Copper in contact with molten Sn-Ag-Cu solder grows Cu6Sn5 as rounded scallops, and the scallops become larger and fewer as the reaction goes on. In ordinary ripening the precipitate volume is fixed and the interface area falls. Here the volume grows, because copper keeps arriving, while the covered area stays fixed. I will derive the kinetics of this case, the flux-driven ripening of Gusak and Tu (2002).

PREMISES

Concentrations c are atom fractions of Cu. The atom densities are n in the melt, ni in the compound and nCu in the substrate, ci = 6/11, and D is the diffusivity of Cu in the melt. Angle brackets average over the N scallops present, and r = <R>. Silver is a spectator.

P1. Each scallop is a hemisphere of radius R, and the bases cover the whole fixed area S: Nπ<R²> = S. The curved scallop-melt area 2S is then constant as well.
P2. Copper arrives only through liquid channels with parallel walls, constant width d ≪ R and depth r.
P3. The ends of a channel sit at local equilibrium values that differ by a constant Δc. The upper value is ce, the solubility against Cu6Sn5. Transport is quasi-steady.
P4. The melt is saturated at ce, so all incoming copper goes into compound.
P5. A scallop grows at a rate linear in the gap between a common chemical potential and its own, whose curvature part goes as 1/R, over a distance of order r that is the same for all. Thus dR/dt = a(t) − b(t)/R.
P6. No scallop nucleates after the start, and scallops vanish only at R = 0.

STEP 1. THE SUPPLY

Each channel is shared by two neighbours, so a scallop owns a strip of area 2πR × d/2, and the open area is Nπ r d. The flux density is nDΔc/r by P2 and P3. Their product is the supply,

J = Nπ n D Δc d. (1)

The radius has cancelled. It would also cancel if each scallop had a channel depth equal to its own R, since strip area and depth are both proportional to R.

STEP 2. THE VOLUME BALANCE

The compound volume is V = N(2π/3)<R³>. Scallops vanish with zero volume, so dV/dt = 2πN<R² dR/dt>. Setting ni ci dV/dt = J gives

<R² dR/dt> = n D Δc d/(2 ni ci) = k/9, with k = (9/2)(n/ni) D Δc d/ci. (2)

Now remove N with P1. Then V = (2/3) S <R³>/<R²> and dV/dt = 2πNk/9 = 2Sk/(9<R²>), so

d/dt (<R³>/<R²>) = k/(3<R²>). (3)

This used nothing about how scallops share the copper. Suppose the distribution keeps its shape in u = R/r, and write <R²> = m2 r², <R³> = m3 r³ with constant m2 and m3. Equation (3) becomes (m3/m2) dr/dt = k/(3 m2 r²). The factor m2 cancels, leaving 3 m3 r² dr/dt = k, and once the initial size is negligible

<R³> = kt, r = (kt/m3)^(1/3). (4)

Question: Where does the exponent come from physically? Diffusion normally gives a square root.

Two factors of 1/r slow the supply per unit area. The gradient falls as 1/r, and the open fraction Nπ r d/S = d/(m2 r) falls as 1/r too. The layer thickens in proportion to r, so dr/dt ∝ 1/r². With a fixed open fraction we would recover t^(1/2).

STEP 3. THE GROWTH LAW OF ONE SCALLOP

P5 has two unknown functions and we have two constraints. Constant area requires <R dR/dt> = a r − b = 0, so b = a r, and the critical radius equals the mean. Equation (2) requires a<R²> − b r = k/9. Together,

dR/dt = (k/9)(1 − r/R)/(<R²> − r²). (5)

Question: The interface energy has disappeared. Is that legitimate?

It is a closure, and you should treat it as one. Curvature supplied the form 1/R, while the size of b was forced by the constraints. If instead Gibbs-Thomson diffusion over the distance r sets it, ni ci dR/dt = nD(c − ce − ce ℓ/R)/r, with c the common melt concentration. Here ℓ = 2σVm/(ci Rg T) for ce ≪ ci and a dilute melt, σ is the interface energy, Vm = 1/ni the volume per mole of atoms and Rg the gas constant. That gives b = (n/ni) D ce ℓ/(ci r), whereas (5) has b = k/(9(m2 − 1) r). The ratio is

ρ = 2(m2 − 1) ce ℓ/(Δc d). (6)

It is independent of time, so the two descriptions scale alike, and I will put a number on it. Equation (4) does not depend on this closure. The distribution depends on its form only.

STEP 4. THE SCALING EQUATION

Take τ = ln r as the clock. From (5), with a = k/(9(m2 − 1) r²),

du/dτ = v(u) = ν(1 − 1/u) − u, ν = a/(dr/dt) = m3/(3(m2 − 1)), (7)

where (4) supplied dr/dt = k/(3 m3 r²). The number density in u is N(τ)P(u) with P normalised to one, and P1 gives N ∝ exp(−2τ). Continuity, ∂(NP)/∂τ + ∂(vNP)/∂u = 0, reduces to

d(vP)/du = 2P. (8)

Question: Does (7) then fix ν, once the moments are known?

No. Multiply (8) by u^j and integrate by parts. The end terms vanish for j ≥ 1, and −j<u^(j−1) v> = 2<u^j>. For j = 2 this gives <u> = 1, and for j = 3 it gives m3 = 3ν(m2 − 1). Both hold for every solution with finite moments, so ν needs a separate argument, the one used in the Lifshitz-Slyozov-Wagner theory.

STEP 5. SELECTING ν

Write v = −(u² − νu + ν)/u, with discriminant ν(ν − 4).

For ν < 4, v has no zero and P extends to infinity. There v ≈ −u, equation (8) gives P ∝ u^(−3), and m2 diverges logarithmically. The covered area would be infinite, so this case is excluded.

For ν > 4 there are two zeros u1 < u2, with v > 0 between them. Solutions that end at u1 exist and satisfy both constraints. They are fragile, however. A scallop placed above u1 flows to u2 and stays, so its area grows as r² without limit and P1 must eventually fail unless ν drops. Differences between local surroundings, which P5 averages away, will put scallops there.

That leaves ν = 4, where the zeros merge at u = 2 and v = −(2 − u)²/u. This is a selection by stability and not a uniqueness theorem. The prefactor hardly notices. For ν = 4.5 the same integration as below gives P = 72u(1.5 − u)/(3 − u)⁵ on u < 1.5, and m3^(−1/3) = 0.926.

STEP 6. THE DISTRIBUTION

Let W = −vP = (2 − u)²P/u. Equation (8) reads dW/du = −2uW/(2 − u)². Since ∫ u du/(2 − u)² = 2/(2 − u) + ln(2 − u), we get W = C(2 − u)^(−2) exp(−4/(2 − u)). Integrating (8) from 0 to 2, with W(2) = 0, gives W(0) = 2, so C e^(−2)/4 = 2 and

P(u) = 8e² u (2 − u)^(−4) exp(−4/(2 − u)) for 0 < u < 2, and zero beyond, (9)

with 8e² = 59.1. This is the function that Hillert (1965) found for two-dimensional grain growth, for the same reason, namely a law a − b/R under conserved area. Setting d ln P/du = 0 gives 4 − 3u² = 0, so the peak lies at u = 2/√3 = 1.155.

For the moments put y = 2u/(2 − u), so that u = 2y/(y + 2) and P du = (1/4) y(y + 2) e^(−y) dy on 0 < y < ∞. Then <u> = ∫ (y²/2) e^(−y) dy = 1, as required. Define G = ∫ e^(−y) dy/(y + 2) = e²E1(2) = 0.36133, with E1 the exponential integral. Integration by parts gives ∫ e^(−y) dy/(y + 2)² = 1/2 − G.

For m2 the integrand is y³/(y + 2) = y² − 2y + 4 − 8/(y + 2), so m2 = 4 − 8G = 1.1094. For m3 it is 2y⁴/(y + 2)², and with x = y + 2, y⁴/x² = x² − 8x + 24 − 32/x + 16/x². Against e^(−y) the polynomial terms give 10 − 24 + 24, and the rest gives −32G + 8 − 16G, so m3 = 36 − 96G = 1.3125. The identity m3 = 12(m2 − 1) holds, confirming ν = 4 in (7). The relative standard deviation is √(m2 − 1) = 0.331, and

<R> = m3^(−1/3)(kt)^(1/3) = 0.913 (kt)^(1/3). (10)

STEP 7. THICKNESS AND SUBSTRATE CONSUMPTION

The mean thickness is h = V/S = (2/3)(m3/m2) r = 0.789 r = 0.720 (kt)^(1/3). By P4 the copper in the compound came from the substrate, nCu Δh = ni ci h, so

Δh = 0.720 (ni ci/nCu)(kt)^(1/3). (11)

Consumption goes as t^(1/3), its rate as t^(−2/3), and the scallop count N/S = 1/(π m2 r²) as t^(−2/3).

RANGE OF VALIDITY

Question: Circles cannot tile a plane. What about the gaps?

Close-packed equal circles leave 1 − π/(2√3) = 0.093 of the area open. Were that bare substrate, it would swamp the channels, whose share is 0.002 in my example. The model needs polygonal bases that close these gaps, and the hemisphere is only a rule linking volume, base area and perimeter.

Question: True hemispheres would also make the channel flare upward.

Yes. Between two circular profiles the width is d + z²/r at height z, and ∫ dz/(d + z²/r) = (π/2)√(r/d) replaces r/d. The conductance rises by (2/π)√(r/d), a factor 13 in my example. The supply per area then goes as r^(−3/2) and r ∝ t^(2/5). The exponent 1/3 needs walls that stay parallel over a fixed fraction of r, and that fraction is absorbed in an effective d.

Beyond geometry, the result needs r²/D ≪ t, a curvature shift ce ℓ/r small against Δc, a saturated melt, and little diffusion through the solid scallops. It is asymptotic, so r must well exceed its starting value. It ends when channels close, when the solder freezes, when Cu3Sn under the scallops limits the supply or holds a comparable share of the copper, or when a thin copper film is used up.

ILLUSTRATION AT 250 °C

Typical values, all approximate: solder of 96.5 Sn, 3.0 Ag, 0.5 Cu in wt%; molar masses 118.71, 107.87 and 63.55 g/mol; densities 7.0 (melt), 8.28 (Cu6Sn5) and 8.96 (Cu) g/cm³; D = 3 × 10⁻⁵ cm²/s; ce = 0.025. Assumed values: Δc = 0.003, d = 5 nm, σ = 0.1 J/m². Only the product Δc d enters k. I chose it so that h falls in the 1.5 to 2 µm that is typical after a minute of reflow, so the thickness is no test of the model.

The mean molar masses are 117.8 g/mol for the melt and 88.62 for the compound. Hence n = 0.0594, ni = 0.0934 and nCu = 0.141 mol/cm³, n/ni = 0.636 and ni ci/nCu = 0.361. Equation (2) gives k = 2.36 × 10⁻¹³ cm³/s = 0.236 µm³/s, the third digit being carried only for the arithmetic. The model's values are:

t = 60 s: <R> = 2.2 µm, h = 1.7 µm, Δh = 0.63 µm, N/S = 0.059 per µm²
t = 600 s: <R> = 4.8 µm, h = 3.8 µm, Δh = 1.4 µm, N/S = 0.013 per µm²

Now the neglected terms, at 60 s unless stated. The transit time r²/D is 1.6 ms. With ℓ = 0.90 nm the curvature shift is 0.003 of Δc, rising to 0.075 at r = 0.1 µm. Equation (6) gives ρ = 0.3, so capillarity is of the same order as the redistribution that (5) demands, within the uncertain distance factor in P5. The tin taken from the melt brings dissolved copper, a share (1 − ci)ce/((1 − ce)ci) = 0.02 of the need. Diffusion through the solid, with an assumed integrated interdiffusion coefficient D̃ = 1 × 10⁻¹¹ cm²/s acting over the full area, carries a copper flux ni D̃/x through a thickness x. It also carries an equal counterflux of tin, which forms compound at the copper side. Between copper and nearly pure tin the layer then thickens as dx/dt = D̃/(ci x) + D̃/((1 − ci)x) = D̃/(ci(1 − ci)x) and takes up copper at ni D̃/((1 − ci)x) per area. With x = r, this adds to the channel supply J/S a fraction (ni/n) D̃ m2 r/((1 − ci) D Δc d), which is 0.19 at 60 s and 0.41 at 600 s, or 0.24 and 0.51 with x = h. For this D̃ the condition of little diffusion through the solid is marginal at 60 s and not met at 600 s, where the sizes and the consumption listed count the channel supply alone and come out too low.

Question: Fresh solder is not saturated. Does P4 survive?

That is the largest correction. The solder starts at c0 = 0.0093, and saturating a height H dissolves about n(ce − c0)H/nCu of copper within a time of order H²/D if diffusion in the bulk melt sets the pace. For an assumed 50 µm cap on a copper pillar this is 0.33 µm and 0.83 s, half of the 0.63 µm from (11), to be added as an early offset. For an assumed 500 µm ball it is 3.3 µm and 83 s. There dissolution exceeds (11) through an ordinary reflow, and the t^(1/3) law for consumption applies only to the increment after saturation.